Dear colleague,

Before you compare your Si–O–Si angles with simulations, check which bend term was used. The harmonic and cosine forms are treated as interchangeable, which assumes that the angle stays close to $\theta_0$.

Let O be atom $j$, with unit vectors $\mathbf u_i,\mathbf u_k$ towards the silicons and $\cos\theta=\mathbf u_i\cdot\mathbf u_k$. Then

$$\frac{\partial\theta}{\partial\mathbf r_i}=\frac{\mathbf u_i\cos\theta-\mathbf u_k}{r_{ij}\sin\theta},$$

of length $1/r_{ij}$, with direction undefined at $180^\circ$. With $\delta=\theta-\theta_0$ in radians, $E_h=K\delta^2/2$ keeps a finite slope there for $\theta_0\neq180^\circ$, hence a cusp. The UFF form $E_c=K[C_0+C_1\cos\theta+C_2\cos2\theta]$ avoids it. Imposing $E_c=E_c'=0$ and $E_c''=K$ at $\theta_0$ gives $C_2=1/(4\sin^2\theta_0)$, $C_1=-4C_2\cos\theta_0$, $C_0=C_2(2\cos^2\theta_0+1)$, so

$$E_c=\frac{K(\cos\theta-\cos\theta_0)^2}{2\sin^2\theta_0},$$

which is smooth in the coordinates through $180^\circ$. It diverges as $\theta_0\to180^\circ$, so linear centres take $K(1+\cos\theta)$ instead.

**Where the assumption enters.** Those three conditions use up the coefficients. The forms agree through $\delta^2$ only, and the rest is dictated by their shape.

**First correction.** With $\gamma=\cot\theta_0$, $(\cos\theta_0-\cos\theta)/\sin\theta_0=\delta+\gamma\delta^2/2-\delta^3/6+\dots$ Squaring and differentiating,

$$E_c=\tfrac K2\delta^2\left[1+\gamma\delta+\left(\tfrac{\gamma^2}{4}-\tfrac13\right)\delta^2+\dots\right],$$

$$\frac{E_c'}{E_h'}=1+\tfrac32\gamma\delta+\left(\tfrac{\gamma^2}{2}-\tfrac23\right)\delta^2+\dots$$

**Size.** For a typical $\theta_0=145^\circ$, $\gamma=-1.428$: opening is soft, closing stiff. Take $\delta=\pm10^\circ$ as an illustrative distortion. First order gives torque ratios 0.63 at $155^\circ$ and 1.37 at $135^\circ$. The full $E_c'=-K\sin\theta(\cos\theta-\cos\theta_0)/\sin^2\theta_0$ gives 0.64 and 1.38, the quadratic term being 0.011. None of this depends on $K$. At $180^\circ$, $E_c=(K/2)\tan^2[(\pi-\theta_0)/2]$, only 0.27 of $E_h$.

**Mean angle.** Treat one free linkage classically, with weight $\sin\theta\,e^{-E/k_BT}$ and $\sigma^2=k_BT/K$. To first order the weight is a Gaussian times $1+\gamma\delta-\gamma\delta^3/(2\sigma^2)$. The term $\gamma\delta$ comes from $\sin\theta$ and rivals the cubic one, which only $E_c$ has. Using $\langle\delta^2\rangle_0=\sigma^2$ and $\langle\delta^4\rangle_0=3\sigma^4$,

$$\langle\delta\rangle_h=\gamma\sigma^2,\qquad\langle\delta\rangle_c=\gamma\sigma^2-\tfrac32\gamma\sigma^2=-\tfrac12\gamma\sigma^2 .$$

A different smooth geometric factor $g(\theta)$ in place of $\sin\theta$ adds the same $\sigma^2g'/g$ to both, so the difference $-\tfrac32\gamma\sigma^2$ survives at this order.

Assume an illustrative $K=2$ eV/rad² at 300 K. Then $k_BT=0.02585$ eV, $\sigma=6.5^\circ$, and the barrier to linearity of $E_c$ is 0.099 eV, or $3.8\,k_BT$. The shifts are $-1.06^\circ$ for $E_h$ and $0.53^\circ$ for $E_c$. Numerical integration of the full weights over $0$ to $180^\circ$ gives $-1.06^\circ$ and $0.54^\circ$. Two force fields with identical $K$ and $\theta_0$ thus differ in mean angle by $1.6^\circ$, and in the sign of its drift with temperature.

These are the model's numbers, not silica's. The cubic coefficient $K\gamma/2$ is a property of the formula. Smoothness demands only zero slope at $180^\circ$, and a $\cos3\theta$ term could set the cubic coefficient freely. The network also restrains the angle: an added harmonic stiffness $K_n$ about the same $\theta_0$ turns the difference into $-\tfrac32\gamma K k_BT/(K+K_n)^2$, a quarter of the above for $K_n=K$. In the other direction, barriers to linearity in small Si–O–Si molecules are typically of order 0.02 eV, so my bare linkage overshoots by about a factor of 5. A barrier that low lies below $k_BT$, where the expansion in $\delta$ fails and the whole curve up to $180^\circ$ must be fitted.